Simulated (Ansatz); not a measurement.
**How basis sets differ on CH3BO (Borane carbonyl)**

CH3BO has 6 atoms, charge 0, and is taken as a singlet. SMILES: `[BH3-]C#[O+]`. Geometry: relaxed at PBE0-D4/def2-TZVP.

Each level gives the vertical ionisation energy (to the doublet cation) (eV). The values are calculated.

```
             level                   kind  program  value (eV)  less CCSD(T)/def2-TZVPP  CPU time (all runs)
CCSD(T)/def2-SV(P)  coupled cluster or CI   Ansatz       11.88                    -0.34                3.5 s
  CCSD(T)/def2-SVP  coupled cluster or CI   Ansatz       12.03                    -0.19                5.4 s
 CCSD(T)/def2-TZVP  coupled cluster or CI   Ansatz       12.17                    -0.05                 42 s
CCSD(T)/def2-TZVPP  coupled cluster or CI   Ansatz       12.22                     0.00                 91 s
```

CCSD(T)/def2-TZVPP is the highest level here, not the true value. The values span 11.88 to 12.22 eV. Times are those of the runs behind each value, whatever else they computed, on shared processors of several kinds: orders of magnitude only.

The vertical ionisation energy rises with every enlargement of the basis, from 11.88 eV with def2-SV(P) to 12.22 eV with def2-TZVPP. The smaller sets therefore underbind the outgoing electron, probably because the neutral molecule, with one more electron to correlate, gains more from added flexibility than the cation does.

Hydrogen has a visible part in this. Going from def2-SV(P) to def2-SVP, and from def2-TZVP to def2-TZVPP, changes only the hydrogen functions in this molecule, yet both steps raise the value. That fits ionisation from the degenerate B–H bonding pair, which also donates by hyperconjugation into the CO π* orbitals, rather than from the B–C σ bond. The second of these steps is much the smaller, which suggests that hydrogen polarisation is nearly saturated, but it does not test higher angular momentum on boron, carbon and oxygen.

Removing an electron from a degenerate pair leaves a Jahn–Teller-active cation, so the adiabatic threshold should lie lower by a relaxation energy that these vertical values cannot give.
